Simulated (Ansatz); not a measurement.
## Ligand exchange: GeH3(NH2) + C2H8Si → SiH3(GeH3) + C2H7N

Species: GeH3(NH2), singlet; C2H8Si `CC[SiH3]`, singlet; SiH3(GeH3), singlet; C2H7N (ethanamine) `CCN`, singlet. The partners trade NH2 for SiH3: Ge–NH2 and C–SiH3 bonds give way to Ge–SiH3 and C–NH2.

Shapes, held fixed at every level: PBE0-D4/def2-TZVP. Flexible molecules stand in one conformer, not always the lowest. Programs: Ansatz 0.2.0. The zero-point and thermal change to 298 K, harmonic and unscaled (PBE0-D4/def2-TZVP), is +4.2 kJ/mol.

```csv
level,kind,ΔH(298 K) (kJ/mol),less CCSD(T)/def2-TZVPP
HF/def2-SVP,Hartree–Fock,+40.8,-7.0
HF/def2-TZVPP,Hartree–Fock,+51.5,+3.7
SPW92/def2-TZVPP,LDA,+29.0,-18.8
PBE-D4/def2-TZVPP,GGA,+32.9,-14.9
MP2/def2-SVP,perturbation theory,+45.5,-2.3
CCSD(T)/def2-SVP,coupled cluster or CI,+36.1,-11.7
CCSD/def2-SVP,coupled cluster or CI,+36.4,-11.4
CCSD(T)/def2-TZVPP,coupled cluster or CI,+47.8,0.0
```

The highest level, CCSD(T)/def2-TZVPP, gives ΔH(298 K) = +47.8 kJ/mol; the levels span +29.0 to +51.5. The column of differences is taken from that level and isn't an error. No measured value is set beside it here. Relativity is left out for Ge unless named. Correlated rows may include outer-core shells of Ge, which these sets cover unevenly.

The exchange is endothermic at every level, so the preference for keeping nitrogen on germanium and silicon on carbon is secure, though its size is less so. Electronegativity accounts for the sign: the reactants hold two polar bonds, Ge–N and C–Si, whereas the products pair the two electropositive atoms in a nearly nonpolar Ge–Si bond. The strong C–N bond formed alongside it only partly compensates.

Enlarging the basis raises the coupled-cluster value from +36.1 to +47.8 kJ/mol, and Hartree–Fock shifts almost as much, which suggests that the smaller set mainly misdescribes the mean-field charge distribution in the polar bonds. The closeness of MP2/def2-SVP to the highest level is therefore fortuitous: in that same basis MP2 raises the Hartree–Fock result, while coupled cluster lowers it. Triples hardly matter there. LDA and PBE-D4 underestimate the endothermicity, probably through unequal exchange-correlation errors in the polar and nonpolar bonds. With so large a basis shift, convergence beyond the triple-zeta set remains unshown.
